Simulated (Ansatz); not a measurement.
# Telling isomers of BGeH8NO apart by their spectra

These gas-phase data were calculated for one isomer of BGeH8NO at B3LYP-D3(BJ)/def2-SVP (harmonic, unscaled wavenumbers; equilibrium rotational constants with average atomic masses):

- rotational constants: 7.083, 2.377, 1.926 GHz
- all wavenumbers above 1500 cm⁻¹: 3872, 3560, 3540, 3429, 2456, 2095, 2035, 2021, 1623, 1604

Candidates:

(1) `[NH3+][B@H-](O)[GeH3]`, a singlet
(2) `O[BH2-][NH2+][GeH3]`, a singlet
(3) `[NH3+][BH2-][O][GeH3]`, a singlet

Task: Which candidate do the data belong to?

Result: Candidate (1). 3 modes lie between 3250 and 3800 cm⁻¹, one for each N–H bond, while (2) has 2. 1 mode lies between 2350 and 2900 cm⁻¹, one for each B–H bond, while (3) has 2.

The same quantities for all candidates:

```
     rotational constants (GHz)                                 wavenumbers above 1500 cm⁻¹  E above the lowest, B3LYP-D3(BJ)/def2-SVP (kcal/mol)
(1)         7.083, 2.377, 1.926  3872, 3560, 3540, 3429, 2456, 2095, 2035, 2021, 1623, 1604                                                   7.2
(2)         8.703, 2.851, 2.332        3895, 3559, 3484, 2423, 2386, 2215, 2196, 2096, 1565                                                   6.7
(3)          22.2, 1.641, 1.593  3579, 3556, 3444, 2397, 2371, 2133, 2106, 2101, 1623, 1596                                                   0.0
```

Harmonic stretches to hydrogen usually lie a few per cent above observed fundamentals. Each candidate is one conformer. Programs: Ansatz 0.2.0.

The mode at 3872 cm⁻¹ is a free O–H stretch, which independently excludes (3), where oxygen bridges boron and germanium. The rotational constants agree: (3) is an extended, nearly prolate chain with little mass off its long axis, whereas (1) branches at boron.

The Ge–H stretches also reflect what germanium is bound to. They lie lowest on average in (1), where the germyl group sits on an electron-rich, electropositive borate centre. This leaves the Ge–H bonds more hydridic and weaker. Bonding to nitrogen or oxygen instead draws p character into the Ge–N or Ge–O bond, leaving more s character in the Ge–H bonds and stiffening them.

The assigned isomer isn't the most stable of the three. The preference for (3) probably owes much to its strong, polar Ge–O bond, while the gap between (1) and (2) is too small to establish their order. Because boron in (1) carries four different substituents, the data fix the connectivity but not the handedness, as mirror images share these constants and wavenumbers.
